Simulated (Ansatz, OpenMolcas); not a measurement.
## Exact exchange and the HOMO–LUMO gap of HfH4O4

HfH4O4 has 9 atoms, charge 0, and is taken as a singlet. SMILES: `O[Hf](O)(O)O`. The shape is that of a PBE0-D4/def2-TZVP optimisation. This is one conformer, not always the lowest.

The HOMO–LUMO gap y, in eV, basis def2-SVP with a core potential; a is the functional's share of exact exchange. Programs: Ansatz 0.2.0, OpenMolcas 26.06.

| functional | program | a | y (eV) |
| --- | --- | --- | --- |
| revPBE | Ansatz | 0 | 6.09 |
| BLYP | Ansatz | 0 | 5.91 |
| B3LYP | OpenMolcas | 0.2 | 7.89 |
| PBE0 | OpenMolcas | 0.25 | ? |
| BHLYP | OpenMolcas | 0.5 | 10.69 |

Problem. Fit y = c + s·a to the known rows and predict PBE0.

Solution. 
1. Means of the 4 rows: a = 0.1750, y = 7.645.
2. Σ(Δa)² = 0.1675, Σ(Δa·Δy) = 1.5715, so the slope is 1.5715/0.1675 = 9.3821.
3. Intercept: 7.645 − (9.3821) × 0.1750 = 6.003. The largest residual of the fit is 0.093.
4. PBE0: 6.003 + (9.3821) × 0.25 = 8.35 eV.

The run gave 8.55 eV, so the prediction is off by -0.20 eV, more than the scatter of the fit. Exact exchange lowers occupied levels and raises empty ones. The rows mix families of semi-local functionals, which the line can't see.

The gap widens with every increase in exact exchange, from about 6 eV for the two semi-local functionals to 10.69 eV with BHLYP. In a d⁰ Hf(IV) hydroxide the HOMO should be essentially oxygen 2p lone pair and the LUMO largely hafnium-centred, so the gap probably has ligand-to-metal character. Exact exchange cancels the self-repulsion of an electron in the compact oxygen orbitals, whereas an empty orbital gets no such cancellation and feels the field of all the electrons, which pushes the two levels apart.

PBE0 lies above the line, just as revPBE lies above BLYP at zero exact exchange. This suggests that the miss stems more from the semi-local part of the functional than from curvature in the response to exact exchange. The steep slope measures how the orbital energies respond to the functional, not a change in the Hf–O bonding, and a larger gap is not in itself a more accurate one. Nor can these orbital gaps be read as optical excitation energies, which also include the electron–hole attraction.
